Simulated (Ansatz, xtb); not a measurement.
# Two isomers of C3H3BFNO

Structure X: `Bc1ncc(F)o1`, a singlet. Structure Y: `Bc1cnc(F)o1`, a singlet. Both are isolated molecules in the gas phase, relaxed with B3LYP-D3(BJ)/def2-SVP; the shapes shown needn't be the lowest conformers.

X (Å):

```csv
atom,x (Å),y (Å),z (Å)
C,-1.7352,-0.2571,-2.0402
C,-0.8287,-0.0144,-0.0937
C,-0.5916,1.1224,-0.8317
B,-2.4690,-0.7357,-3.2882
F,0.0421,2.2277,-0.5581
N,-1.5486,-0.8586,-0.8825
O,-1.1311,1.0113,-2.0290
H,-2.5277,-0.0265,-4.2570
H,-2.9742,-1.8244,-3.2651
H,-0.5214,-0.2407,0.9247
```

Y (Å):

```xyz
10

C    -1.7468    0.0220   -1.8713
C    -1.5258    0.7566   -0.7190
C     0.2337   -0.2981   -1.0752
B    -2.9238   -0.1232   -2.8079
F     1.4257   -0.8108   -1.0378
N    -0.2655    0.5443   -0.2240
O    -0.5360   -0.6730   -2.0740
H    -2.8710   -0.8435   -3.7692
H    -3.9167    0.5095   -2.5547
H    -2.2295    1.4296   -0.2297
```

Quicker runs give these differences E(Y) − E(X): GFN2-xTB −0.228 eV; HF/STO-3G −0.146 eV (at GFN2-xTB geometries); r2SCAN-D4/def2-SVP −0.332 eV (at GFN2-xTB geometries).

**Question.** Estimate E(Y) − E(X) at the level CCSD(T)/def2-SVP + ΔMP2/def2-TZVPP.

**Answer.** Calculated at CCSD(T)/def2-SVP + ΔMP2/def2-TZVPP: E(Y) − E(X) = −0.345 eV, so structure Y lies lower.

How the difference moves with the method:

| level | geometry | E(Y) − E(X) (eV) | departure from the last row (eV) | job, with rough time for the two |
| --- | --- | --- | --- | --- |
| GFN2-xTB | GFN2-xTB | −0.228 | +0.117 | optimisation, 0.23 s |
| HF/STO-3G | GFN2-xTB | −0.146 | +0.199 | single point, 0.6 s |
| r2SCAN-D4/def2-SVP | GFN2-xTB | −0.332 | +0.013 | single point, 4.4 s |
| B3LYP-D3(BJ)/def2-SVP | B3LYP-D3(BJ)/def2-SVP | −0.320 | +0.025 | optimisation, 42 s |
| HF/def2-SVP | B3LYP-D3(BJ)/def2-SVP | −0.513 | −0.169 | part of the CCSD(T) run |
| MP2/def2-SVP | B3LYP-D3(BJ)/def2-SVP | −0.330 | +0.014 | part of the CCSD(T) run |
| CCSD(T)/def2-SVP | B3LYP-D3(BJ)/def2-SVP | −0.366 | −0.021 | single point |
| CCSD(T)/def2-SVP + ΔMP2/def2-TZVPP | B3LYP-D3(BJ)/def2-SVP | −0.345 |  | single point, 62 s |

As drawn, both hold the same kinds of bond in the same numbers.

None of the levels shown reverses the order. The largest departure from CCSD(T)/def2-SVP + ΔMP2/def2-TZVPP is that of HF/STO-3G, 0.199 eV. The last row adds to CCSD(T) the change of the MP2 difference between the two basis sets, here +0.021 eV.

With thermal terms from frequencies at re-optimised GFN2-xTB minima (ideal gas, soft modes damped towards free rotors, one conformer each, 298.15 K, 1 atm): on the last row, ΔE + ΔZPE = −0.333, ΔH = −0.336, ΔG = −0.331 eV.

The correlated steps freeze 7 core orbitals. Programs: Ansatz 0.2.0, xtb 6.7.1; the last row on 2 threads of AMD EPYC 7R43 64-Core Processor (Zen 3) on a shared host.

The 5-boryl-2-fluoro-oxazole (Y) lies below its 2-boryl-5-fluoro isomer (X) by 0.345 eV, and the thermal terms hardly alter this, as expected for isomers with matching bond types. The preference probably comes from how each substituent suits its ring carbon. C2, bound to both N and O, is the most electron-poor carbon of oxazole. Fluorine there gains from geminal, anomeric-type stabilisation and can donate π density towards the C=N bond, whereas a boryl group, with its empty p orbital, finds a better π donor in the more electron-rich C5. The slightly shorter C–B bond in Y fits this picture, though the energies don't separate the two contributions. Both isomers have a conjugated path from fluorine to boron, so push–pull conjugation alone doesn't distinguish them.

Hartree–Fock in the def2-SVP basis exaggerates the preference, perhaps because it overstates charge separation in the polar bonds. The ordering applies to the isolated monomers and needn't carry over to condensed phases, where free BH2 groups can dimerise or bind a ring nitrogen of a neighbouring molecule.
